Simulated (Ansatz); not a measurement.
# InO2: the change of pressure and energy above lowest point with volume per atom

All results are calculated (Ansatz 0.2.0 development build). Equation of state of a cubic crystal from periodic Kohn-Sham density functional theory without spin; pressure corrected for the finite basis.

Cell of the first row (space group Fm-3m, No. 225):
```
InO2
1.0
      0.0000     2.5784     2.5784
      2.5784     0.0000     2.5784
      2.5784     2.5784     0.0000
In O
1 2
Direct
  0.00000 0.00000 0.00000
  0.25000 0.25000 0.25000
  0.75000 0.75000 0.75000
```

Settings of every row: formula InO2; structure type fluorite; functional PBE; spin treatment none; k mesh 36x36x36; occupation method fermi-dirac; occupation width 0.061225619 eV; wave cutoff 420 eV; datasets soft-1 PAW; density cutoff ratio 4.

Limits: a cubic model structure, not a phase known at ambient conditions; no spin polarisation, a magnetic state may lie lower.

| row | volume per atom (Å³) | pressure (GPa) | energy above lowest point (meV/atom) |
| --- | --- | --- | --- |
| 1 | 11.428 | 10.761 | 22.98 |
| 2 | 11.671 | ? | ? |
| 3 | 11.914 | 3.15 | 2.3 |
| 4 | 12.157 | -0.054 | 0 |
| 5 | 12.4 | -2.914 | 2.29 |
| 6 | 12.643 | -5.464 | 8.69 |
| 7 | 12.886 | -7.738 | 18.74 |

Question: what pressure and energy above lowest point should row 2 give?

Worked fit of pressure. Take u = (V_r/V)^(2/3) − 1 with V_r = 12.279 Å³ an atom, which is twice the finite (Eulerian) strain; such expansions in the strain, on which the Birch-Murnaghan equation of state is built, carry the rest volume and the bulk modulus. The shown rows have u = 0.04905, 0.02032, 0.00668, -0.00652, -0.01929, -0.03166. Least squares give pressure = −1.5302 + 216.556 × u + 665.29 × u² + 580.5 × u³ GPa; a parabola predicts inner rows, each left out in turn, worse (root mean square 0.011 against 0.00046 GPa). All shown rows lie on it to the printed digit. The pressure vanishes at u = 0.0069, or V = 12.15 Å³ an atom, and there the bulk modulus at fixed shape and fractions is B = −V dP/dV = (2/3)(1 + u) dP/du = 152 GPa. The withheld row has u = 0.03444, so the fit gives −1.5302 + 216.556 × (0.03444) + 665.29 × (0.03444)² + 580.5 × (0.03444)³ = 6.741 GPa.

The calculation gave 6.74 GPa. The fit lies 0.001 GPa (0.0054 % of the column's range) above it, one unit of the last digit.

Worked fit of energy above lowest point. Take u = (V_r/V)^(2/3) − 1 with V_r = 12.279 Å³ an atom, which is twice the finite (Eulerian) strain; such expansions in the strain, on which the Birch-Murnaghan equation of state is built, carry the rest volume and the bulk modulus. The shown rows have u = 0.04905, 0.02032, 0.00668, -0.00652, -0.01929, -0.03166. Least squares give energy above lowest point = 0.608 − 176.05 × u + 12670.1 × u² + 4439 × u³ meV/atom; a parabola predicts inner rows, each left out in turn, worse (root mean square 0.088 against 0.0045 meV/atom). All shown rows lie on it to the printed digit. Its lowest point lies at u = 0.0069, or V = 12.15 Å³ an atom, and the curvature there gives the bulk modulus at fixed shape and fractions, B = (4/9)(1 + u)² E″(u)/V = 152 GPa. The withheld row has u = 0.03444, so the fit gives 0.608 − 176.05 × (0.03444) + 12670.1 × (0.03444)² + 4439 × (0.03444)³ = 9.75 meV/atom.

The calculation gave 9.75 meV/atom. The fit meets it to the printed digit.
